**Counting the levels**

Ten ring carbons and two alkyne carbons each supply one p orbital perpendicular to the ring, which makes twelve pi levels, six filled and six empty. The triple bond has a second pair of p orbitals, lying in the ring plane, and these add one filled and one empty level. The two sets behave oppositely under reflection in the ring plane, so they don't mix. A simple pi ladder for this molecule is therefore two ladders laid over each other, one with twelve rungs and one with two.

PySCF 2.14.0, density-fitted PBE/6-31G(d) calculation on neutral singlet trimethyl(naphthalen-1-ylethynyl)silane, C15H16Si, in the gas phase at the GFN2-xTB geometry. Energies are Kohn-Sham orbital energies; the largest atom weight is the largest share of an orbital on one atom by Löwdin populations, with n/a for nearly degenerate or spread orbitals.

| row | orbital energy (eV) | orbital label | orbital largest atom weight |
| --- | --- | --- | --- |
| 1 | -7.070 | HOMO-4 | 0.240 |
| 2 | -6.130 | HOMO-3 | n/a |
| 3 | -6.120 | HOMO-2 | n/a |
| 4 | -6.020 | HOMO-1 | 0.180 |
| 5 | -5.010 | HOMO | 0.160 |
| 6 | -1.990 | LUMO | 0.190 |
| 7 | -0.900 | LUMO+1 | 0.170 |
| 8 | -0.530 | LUMO+2 | 0.200 |
| 9 | 0.000 | LUMO+3 | 0.340 |

The nine levels here are the part of that pattern nearest the gap. HOMO and LUMO stand alone, about 1 eV from their neighbours on the outer side. Below the HOMO, three levels crowd into 0.11 eV; above the LUMO, the corresponding three spread over 0.90 eV. A smooth model has to say which of these two sides is the irregular one.

**The smooth model**

In the Hückel picture with equal coupling between all bonded neighbours, a level has the energy $E = E_0 - b\,x$. Here $E_0$ is the energy of an isolated p orbital, $b$ the strength of the coupling, and $x$ a pure number fixed by the way the atoms are connected. The rule that fixes $x$ is short: on every atom, $x$ times the amplitude equals the sum of the amplitudes on the bonded neighbours. Levels come in pairs $\pm x$, so the empty side should mirror the filled one.

Try $x = 1$. On the outer alkyne carbon, whose only pi neighbour is the inner one, the rule makes the two alkyne amplitudes equal. On the inner carbon it then demands that the ring carbon holding the alkyne have zero amplitude. Two independent orbitals of the twelve-centre system meet this condition, so $x = 1$ occurs twice.

The first lives on the ring alone, with weight 1/6 on each of six atoms. It is the naphthalene orbital that already has a node where the alkyne is attached, so the substituent leaves it untouched. The second has amplitudes of size 3 on both alkyne carbons and on two carbons of the far ring, 2 on two further atoms and 1 on four more. The squares add up to 48, so each of the four main atoms carries 9/48, or 0.19.

The in-plane pair is a two-atom problem, and with the same coupling it too lies at $x = \pm 1$. The model thus predicts three coincident levels on each side of the gap. On the filled side that is very nearly what the calculation gives.

**Are these the right orbitals?**

Matching energies could be an accident, so the shapes matter. In HOMO-1 and LUMO+1 the largest atom weights are 0.18 and 0.17, close to 1/6. The four main atoms of HOMO-3 are just the four that the model names, with weights between 0.16 and 0.17. HOMO-2 sits instead on the two alkyne carbons, about 0.36 on each, as an in-plane alkyne orbital should. It is only 0.01 eV from HOMO-3, so the order of those two has no meaning. The table leaves their weights blank because they are nearly degenerate; the weights quoted here come from the full orbital listing of the same run.

The constants $E_0 = -3.43$ eV and $b = 2.72$ eV were fitted to the six levels of ring-type pi character, leaving out HOMO-4, HOMO-2 and LUMO+3. The typical miss on the fitted levels is 0.15 eV. A ladder for naphthalene alone, with no mixing of the alkyne, does somewhat worse at 0.21 eV. With two constants and six levels this difference is modest, and the orbital shapes are the better evidence for mixing. The output printed below gives both fits.

**The rows that break it**

The in-plane pair was not fitted, so it can be worked out as a test. For the filled member, $E = -3.43 - 2.72 = -6.15$ eV, and the computed HOMO-2 lies at -6.12 eV. For the empty member, $E = -3.43 + 2.72 = -0.71$ eV, while LUMO+3 is computed at 0.00 eV. LUMO+3 therefore breaks the pattern by 0.7 eV upwards, about three times the worst miss among the fitted levels.

HOMO-4 breaks it in another way, because it is not, in the main, a pi level of the ring or the alkyne. Its weight is mainly on two methyl carbons, 0.24 on each, and on the silicon: it is a Si–C sigma bond orbital. The model would put the next filled pi level near -7.4 eV, and this sigma level at -7.07 eV cuts in above it. The difference measures where the intruder lands; it is not an error of the model for that orbital.

**Why only the empty side is disturbed**

It is odd that a model should be nearly exact for the filled member of a pair and fail badly for the empty one. The pair HOMO-1 and LUMO+1 is a good yardstick, since both have almost nothing on the alkyne. Their separation is $6.02 - 0.90 = 5.12$ eV, against 6.12 eV for the in-plane alkyne pair. The alkyne pair is thus 1.0 eV wider, which by itself would move its filled member down and its empty member up by 0.5 eV each.

The midpoint of the alkyne pair also lies higher, at -3.06 eV instead of -3.46 eV. This adds 0.4 eV to both members. On the filled side the two shifts nearly cancel, $-0.5 + 0.4 = -0.1$ eV; on the empty side they add, $0.5 + 0.4 = 0.9$ eV. The close agreement for HOMO-2 is therefore partly luck, and the failure for LUMO+3 shows what equal coupling leaves out.

The wider separation has a standard cause: a triple bond is shorter than a ring bond, so its p orbitals couple more strongly. The higher midpoint can be argued from overlap, which the simple model neglects. When two orbitals overlap, the antibonding combination rises by more than the bonding one falls, and the imbalance grows with the overlap. Filled Si–C bonds lying in the same plane may also push HOMO-2 upwards; that is a guess, though the orbital does have a small weight on the in-plane methyl carbon. LUMO+3 in turn has 0.17 of its weight on silicon, so it is not purely the two-atom orbital of the model, and the split of its shift into two causes is only approximate.

**The half-broken row**

The same cause should reach LUMO+2, because in the model that orbital is partly alkyne. The two alkyne carbons hold $2 \times 9/48 = 0.375$ of it. If the full alkyne level is raised by 0.90 eV above LUMO+1, LUMO+2 should rise by about $0.375 \times 0.90 = 0.34$ eV. The computed step is 0.37 eV.

The agreement flatters the estimate. The computed LUMO+2 has a weight of only 0.10 on its main alkyne carbon, about half the model value. The direction of this change is expected. For the ring alone, the fitted ladder has an empty pi level 0.70 eV above the nodal one. As the empty alkyne level rises towards it, the lower of their mixtures takes on more ring and less alkyne character. Whether this accounts for the whole loss is not tested here. The order of the three empty levels is still easy to read, for they rise as the alkyne share grows, from almost none through some to most of the orbital.

**Next to a neighbouring molecule**

Put a flat vinyl group in place of the alkyne. It also brings two carbons into the pi system, so the twelve-centre count and the double level at $x = 1$ remain. But a double bond has no second pi pair, and the in-plane levels disappear from the ladder. The filled crowd would then hold two pi levels instead of three, and the strongest break on the empty side would be gone.

**What the ladder is good for**

Larger acenes with silylethynyl arms serve as organic semiconductors, where charge moves through the orbitals next to the gap. In this small relative, those are the ring-type pi levels with some alkyne character. The Si–C level and the in-plane alkyne levels lie at least 1 eV further out, so the silyl group's direct part in carrying charge should be small.

Two limits apply when the energies themselves are used. The HOMO energy is not an ionisation energy: with this functional, removing an electron costs 7.14 eV, about 2.1 eV more than the orbital energy suggests. And high empty levels depend on the basis, which has no diffuse functions here, so the size of the break at LUMO+3 belongs to this calculation more than its direction does.

Output of the analysis:

```
largest residual of the secular equation (should be near 0): 0.005219
fit of orbital_energy on 6 rows (p > 0): constant -3.43 +/- 0.077, coefficient of xc -2.719 +/- 0.089; rms 0.154, worst 5 0.225, leave-one-out rms 0.232
  rows outside the fit (model, value, miss): 1 -7.424, -7.07, -0.354; 3 -6.149, -6.12, -0.0286; 9 -0.7114, 0, -0.711
fit of orbital_energy on 6 rows (p > 0): constant -3.43 +/- 0.1, coefficient of xb -2.319 +/- 0.1; rms 0.207, worst 2 -0.322, leave-one-out rms 0.336
  rows outside the fit (model, value, miss): 1 -7.182, -7.07, -0.112; 3 -5.749, -6.12, 0.371; 9 -1.111, 0, -1.11
Levels and coupled model in eV (row 1 model is the next pi level, not this orbital):
  row  computed  step_from_row_above    model  model_less_computed
    1     -7.07                  n/a   -7.424              -0.3536
    2     -6.13                 0.94   -6.149             -0.01858
    3     -6.12                 0.01   -6.149             -0.02858
    4     -6.02                  0.1   -6.149              -0.1286
    5     -5.01                 1.01   -4.785               0.2248
    6     -1.99                 3.02   -2.075             -0.08479
    7      -0.9                 1.09  -0.7114               0.1886
    8     -0.53                 0.37  -0.7114              -0.1814
    9         0                 0.53  -0.7114              -0.7114
spread of the three filled levels, rows 2 to 4, in eV: 0.11
spread of the three empty levels, rows 7 to 9, in eV: 0.9
step from nodal to next pi level in the bare ring model, in eV: 0.7026
midpoint of HOMO and LUMO, in eV: -3.5
midpoint of HOMO-1 and LUMO+1, in eV: -3.46
midpoint of HOMO-3 and LUMO+2, in eV: -3.33
midpoint of the in-plane alkyne pair, in eV: -3.06
model weight on each of six atoms in the nodal orbitals: 0.1667
model weight on each of the four main atoms of HOMO-3 and LUMO+2: 0.1875
ionisation energy less minus the HOMO energy, in eV: 2.128
```
